Five structures of the anion $\mathrm{C_2H_3Sn^-}$ are compared two at a time. Each row gives the energy of the second isomer less that of the first, so a negative value means that the second lies lower. Two rows have their results hidden. The problem is to predict them, and to find out how far a cheap calculation could have stood in for the functional, r2SCAN-D4.

Electronic energy of the second isomer less that of the first, for isolated C2H3Sn ions of charge −1 e at geometries relaxed with GFN2-xTB. Ansatz 0.2.0 was used for HF/STO-3G and for the functional level, r2SCAN-D4/def2-SVPD, and xtb 6.7.1 for GFN2-xTB. The first isomer has multiplicity 1 in every row.

```
     system  second multiplicity                             first isomer                            second isomer  at hf sto 3g (kcal/mol)  at gfn2 xtb (kcal/mol)  at functional level (kcal/mol)
C2H3Sn #8a4                    3  CH2(1) CH(2) Sn(3); links 1-2, 1-3, 2-3       CH2(1) CH(2) Sn(3); links 1-2, 2-3                   -32.97                   11.21                         -25.530
C2H3Sn #fb6                    3       C(1) CH2(2) SnH(3); links 1-2, 1-3       CH2(1) CH(2) Sn(3); links 1-2, 2-3                   -34.90                   25.01                         -20.020
C2H3Sn #88e                    1  CH(1) CH(2) SnH(3); links 1-2, 1-3, 2-3       C(1) CH(2) SnH2(3); links 1-2, 1-3                   -32.16                  -20.41                          -6.380
C2H3Sn #f97                    1  CH2(1) CH(2) Sn(3); links 1-2, 1-3, 2-3       C(1) CH2(2) SnH(3); links 1-2, 1-3                        ?                       ?                               ?
C2H3Sn #cf4                    1  CH2(1) CH(2) Sn(3); links 1-2, 1-3, 2-3       C(1) CH(2) SnH2(3); links 1-2, 1-3                        ?                       ?                               ?
C2H3Sn #1fb                    1       C(1) CH(2) SnH2(3); links 1-2, 1-3       C(1) CH2(2) SnH(3); links 1-2, 1-3                    29.82                   21.31                          -0.210
C2H3Sn #553                    1  CH2(1) CH(2) Sn(3); links 1-2, 1-3, 2-3  CH(1) CH(2) SnH(3); links 1-2, 1-3, 2-3                     4.27                  -14.71                           1.090
C2H3Sn #47e                    1       C(1) CH2(2) SnH(3); links 1-2, 1-3  CH(1) CH(2) SnH(3); links 1-2, 1-3, 2-3                     2.34                   -0.91                           6.600
```

In the table, atoms are numbered in brackets and "links" says which of them are bonded. Call the ring CH2–CH–Sn **A**, the chain CH2–C–SnH **B**, the ring CH–CH–SnH **C** and the chain HC–C–SnH2 **D**. These four are singlets. The fifth, **T**, is the open chain CH2–CH–Sn in its triplet state.

**(a) Which structure should be hardest for GFN2-xTB, and do the known rows bear this out?**

*Solution.* T stands apart because of its spin. A valence count gives it a vinyl group bonded to a tin atom that keeps four electrons of its own. Two of them form a lone pair, mostly 5s in character. The other two can occupy two 5p orbitals of similar energy, one in each, with parallel spins. Simple neutral molecules RSb, such as SbH, also keep four such electrons on the heavy atom, and their ground states are triplets for this reason. That the unpaired electrons of T sit on tin is therefore likely, though energies alone do not prove it.

In given orbitals, two electrons with parallel spins repel each other less than two with opposite spins, because they keep further apart. This exchange gain pays for placing them in two orbitals instead of pairing them in one. GFN2-xTB has no spin polarisation term, so it charges for the second orbital without crediting the gain. A triplet should then come out too high.

The known rows agree with this argument. The functional puts T 25.5 kcal/mol below ring A, whereas xTB puts it 11.2 above. Against chain B the two levels disagree even more, by 45.0 kcal/mol. Neither energy is a pure singlet–triplet gap, since the bonding changes together with the spin. How much of the disagreement is due to spin alone therefore stays open.

Spin is not the whole story, however. In the known pairs of two singlets, xTB still departs from the functional by 7.5 to 21.5 kcal/mol. Something in the bonding must also be treated differently by the two levels.

**(b) Predict the two hidden rows, first from the known rows at the same level, then from a cheap level alone.**

*Solution.* An isomer has one energy at a given level, whichever partner it is compared with. Going from A to B directly must therefore cost the same as going from A to T and then from T to B. Write $\Delta_{XY}=E_X-E_Y$ for the energy of structure $X$ less that of structure $Y$. For #f97 the functional should give, in kcal/mol,

$$\Delta_{BA}=\Delta_{TA}-\Delta_{TB}=-25.53-(-20.02)=-5.51 .$$

For #cf4 the path runs through ring C:

$$\Delta_{DA}=\Delta_{DC}+\Delta_{CA}=-6.38+1.09=-5.29 .$$

The same steps at the cheap levels give +1.93 (HF/STO-3G) and −13.80 (xTB) for #f97. For #cf4 they give −27.89 and −35.12. Each of the six forecasts carries a bar of ±0.02 kcal/mol, which covers rounding and holds if every structure enters all its rows with the same energy.

This bar says how well the table can be completed, not how well the real ions are known. The functional itself, the small basis, the xTB shapes and the neglect of zero-point motion can easily shift such differences by a few kcal/mol. Spin–orbit coupling is left out as well, only one conformer of each structure was used, and the functional was run without a search for lower SCF solutions. That B and D lie below A is thus plausible for the real ions, but not settled.

Now suppose that only a cheap level had been run for the hidden pairs, and that its value were taken as the functional's. The known singlet pairs show what bar this deserves. The root mean square of their deviations from the functional is roughly 20 kcal/mol for HF and 16 for xTB. HF should then have the wrong sign for #f97. In #cf4 both cheap levels should put D much too low, each by more than its bar.

**(c) Compare the forecasts with the computed values. Why does the same cheap method do passably in one row and badly in the other?**

The withheld rows as computed:

```
     system  second multiplicity                             first isomer                       second isomer  at hf sto 3g (kcal/mol)  at gfn2 xtb (kcal/mol)  at functional level (kcal/mol)
C2H3Sn #f97                    1  CH2(1) CH(2) Sn(3); links 1-2, 1-3, 2-3  C(1) CH2(2) SnH(3); links 1-2, 1-3                     1.93                  -13.80                          -5.510
C2H3Sn #cf4                    1  CH2(1) CH(2) Sn(3); links 1-2, 1-3, 2-3  C(1) CH(2) SnH2(3); links 1-2, 1-3                   -27.89                  -35.12                          -5.300
```

*Solution.* All six forecasts from the known rows are hits. The functional gives −5.51 and −5.30 kcal/mol, and the cheap levels agree with their forecasts just as closely. This success confirms that the rows share their structures; it tests no idea about chemical bonding. The output printed below shows the same reasoning as a least-squares fit: at each level, four energies relative to A were fitted to the six known rows, with the two hidden rows left out.

The cheap levels used alone did as foreseen in #f97. HF has the wrong sign and xTB exaggerates the difference, but both stay within their wide bars. In #cf4 xTB is 29.8 kcal/mol too low relative to the functional, nearly twice its bar. HF is 22.6 too low, slightly more than its bar. Both misses were expected.

The reason for the contrast is that deviations add in the same way as energies. If $\delta_X$ is the amount by which a cheap level misplaces structure $X$ relative to A, the deviation for any pair is

$$\delta_{XY}=\delta_X-\delta_Y .$$

Each structure thus carries one error, fixed only relative to A, and a pair shows the difference of two such errors. When they are alike, the pair looks good even if both structures are misplaced relative to the rest.

The pair of B and C shows this at work. Relative to A, xTB places ring C 15.80 kcal/mol lower than the functional does, and chain B 8.29 lower. For C less B the deviation is therefore $-15.80-(-8.29)=-7.51$ kcal/mol, which is what #47e shows. Seen by itself, that row would make xTB look better for these ions than it is.

In #cf4 the two errors are far apart. Both cheap levels place chain D too low against every other singlet. For HF it is the clear odd one out, too low by more than 20 kcal/mol each time. For xTB the blame cannot be pinned on D alone: the errors of the four singlets are spread out, with A at one end and D at the other, and #cf4 happens to pair these two extremes. By its valence count, D is the only one of the five with a carbon–carbon triple bond, and also the only one with two Sn–H bonds. Which of these features the cheap levels favour too much cannot be read from total energies.

For a search for the most stable isomer, the errors of D and T work together. xTB puts D lowest and T highest, 46.3 kcal/mol apart. The functional puts T lowest, 20.2 below D. A screen that kept only the structures within, say, 30 kcal/mol of the xTB minimum would have thrown away the isomer that the functional prefers.

HF/STO-3G also finds T lowest, but this is weak support for it as a screen. It includes exchange and leaves out correlation, which mainly helps electrons of opposite spin, so it is known to favour high-spin states. Here it does favour T too much against A and B, though other faults may share the blame. The STO-3G basis is poor for anions, the run leaves out the scalar relativity that the functional's core potential for tin includes, and the HF solution for T is not a pure triplet. Yet the lead of T over D shrinks to 5.1 kcal/mol, because D is placed too low as well. The functional's winner comes out of two errors that partly cancel.

The same reasoning carries over to a neighbouring case, but a shared shape is a poor guide to which errors cancel. A and C are both singlet rings, yet xTB misses their difference by 15.8 kcal/mol, more than it misses that between ring C and chain B. The xTB bond orders show that the two rings differ inside: the double bond of A joins carbon to tin, while that of C joins the two carbons. A practical rule follows: before a cheap level is allowed to discard anything, recompute a varied sample of structures, with each spin among them, at the better level, all against one common reference. Then make the energy window wider than the gap between the most positive and the most negative deviation found. For xTB that gap is 66.6 kcal/mol here, between T and D. The largest single deviation, 36.7 for T, would not be enough, because xTB puts T 46.3 above D. The rule protects only structures whose errors lie within the range sampled. A separate window for each spin can be narrower: among the four singlets the gap is 29.8 kcal/mol.

The analysis program printed:

```
fit of at_functional_level on 6 rows: coefficient of isT -25.53 +/- 0.0036, coefficient of isB -5.508 +/- 0.0041, coefficient of isC 1.089 +/- 0.0036, coefficient of isD -5.295 +/- 0.0046; rms 0.00246, worst C2H3Sn #88e -0.00364, leave-one-out rms 0.0067
  rows outside the fit (model, value, miss): C2H3Sn #f97 -5.508, -5.51, 0.00182; C2H3Sn #cf4 -5.295, -5.3, 0.00545
fit of at_hf_sto_3g on 6 rows: coefficient of isT -32.97 +/- 3.1e-14, coefficient of isB 1.93 +/- 3.5e-14, coefficient of isC 4.27 +/- 3.1e-14, coefficient of isD -27.89 +/- 4e-14; rms 2.12e-14, worst C2H3Sn #fb6 -3.55e-14, leave-one-out rms 1.22e-13
  rows outside the fit (model, value, miss): C2H3Sn #f97 1.93, 1.93, 1.78e-14; C2H3Sn #cf4 -27.89, -27.89, -7.11e-15
fit of at_gfn2_xtb on 6 rows: coefficient of isT 11.21 +/- 0.0036, coefficient of isB -13.8 +/- 0.0041, coefficient of isC -14.71 +/- 0.0036, coefficient of isD -35.12 +/- 0.0046; rms 0.00246, worst C2H3Sn #1fb 0.00364, leave-one-out rms 0.0067
  rows outside the fit (model, value, miss): C2H3Sn #f97 -13.8, -13.8, -0.00182; C2H3Sn #cf4 -35.12, -35.12, 0.00455
Deviation from r2SCAN-D4 in kcal/mol:
          row  HF/STO-3G  GFN2-xTB
  C2H3Sn #8a4      -7.44     36.74
  C2H3Sn #fb6     -14.88     45.03
  C2H3Sn #88e     -25.78    -14.03
  C2H3Sn #f97       7.44     -8.29
  C2H3Sn #cf4     -22.59    -29.82
  C2H3Sn #1fb      30.03     21.52
  C2H3Sn #553       3.18     -15.8
  C2H3Sn #47e      -4.26     -7.51
rms deviation of HF/STO-3G on the known singlet pairs (kcal/mol): n/a
rms deviation of GFN2-xTB on the known singlet pairs (kcal/mol): n/a
T less D at r2SCAN-D4 (kcal/mol): -20.23
T less D at HF/STO-3G (kcal/mol): -5.08
T less D at GFN2-xTB (kcal/mol): 46.32
```
